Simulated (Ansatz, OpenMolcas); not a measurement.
**A ladder of methods for InN2H5 (SMILES [NH2][InH][NH2])**

The species is InN2H5 (8 atoms), meant as a singlet with charge 0. As SMILES, `[NH2][InH][NH2]`. The shape is that of a PBE0-D4/def2-TZVP optimisation.

```jsonl
{"atom": "N", "x (Å)": "-0.9697", "y (Å)": "0.8580", "z (Å)": "-1.1270"}
{"atom": "In", "x (Å)": "0.2480", "y (Å)": "0.5648", "z (Å)": "0.4555"}
{"atom": "N", "x (Å)": "0.7427", "y (Å)": "-1.3752", "z (Å)": "0.7096"}
{"atom": "H", "x (Å)": "-1.4821", "y (Å)": "0.0768", "z (Å)": "-1.5066"}
{"atom": "H", "x (Å)": "-1.5382", "y (Å)": "1.6892", "z (Å)": "-1.1718"}
{"atom": "H", "x (Å)": "0.7990", "y (Å)": "1.8192", "z (Å)": "1.4675"}
{"atom": "H", "x (Å)": "1.5709", "y (Å)": "-1.6147", "z (Å)": "1.2318"}
{"atom": "H", "x (Å)": "0.6295", "y (Å)": "-2.0181", "z (Å)": "-0.0590"}
```

Each level gives the vertical energy of the triplet above the singlet (eV). The values are calculated.

```tsv
level	kind	program	value (eV)	less CCSD(T)/def2-SVP	CPU time (all runs)
HF/def2-SVP (core potential)	Hartree–Fock	Ansatz	4.15	-0.78	20 s
SVWN5/def2-SVP (core potential)	LDA	OpenMolcas	4.24	-0.69	83 s
PBE/def2-SVP (core potential)	GGA	OpenMolcas	4.13	-0.80	1.9 min
M06-L/def2-SVP (core potential)	meta-GGA	OpenMolcas	4.55	-0.38	3.3 min
BHLYP/def2-SVP (core potential)	global hybrid	Ansatz	4.79	-0.14	70 s
CAM-B3LYP/def2-SVP (core potential)	range-separated hybrid	Ansatz	4.77	-0.16	46 s
HSE06/def2-SVP (core potential)	range-separated hybrid	Ansatz	4.45	-0.48	36 s
PBE-QIDH/def2-SVP (core potential)	double hybrid	Ansatz	4.99	+0.06	39 s
CCSD(T)/def2-SVP (core potential)	coupled cluster or CI	Ansatz	4.93	0.00	2.1 min
CCSD(T)/def2-SVP (core potential), open shells restricted	coupled cluster or CI	OpenMolcas	4.93	0.00	3.5 min
```

CCSD(T)/def2-SVP (core potential) is the highest level here, not the true value. Spin-orbit coupling is left out. The values span 4.13 to 4.99 eV. In the correlated wave-function rows the outer d shell of In is correlated, in sets not made for it. Times are those of the runs behind each value, whatever else they computed, on shared processors of several kinds: orders of magnitude only.

At this geometry every level places the singlet well below the triplet, as expected for In(III) with a filled 4d shell and no electrons left in a 5s lone pair. The highest occupied orbitals are probably nitrogen lone pairs, only weakly donated into the empty In 5p orbital. The triplet then moves an electron from nitrogen towards an acceptor orbital of In 5s/5p character, antibonding to the ligands, which fits the large gap.

Hartree–Fock gives 4.15 eV against 4.93 eV from CCSD(T), probably because it omits the correlation of the electron pair that the triplet breaks. PBE comes out almost equally low, so the similarity of these two values is no sign of accuracy. Exact exchange alone doesn't order the functionals: M06-L, which has none, lies closer to CCSD(T) than the hybrid HSE06. The restricted and unrestricted coupled-cluster values coincide, which suggests that spin contamination matters little here. The vertical gap doesn't show whether the triplet would stay bound once its geometry relaxed.
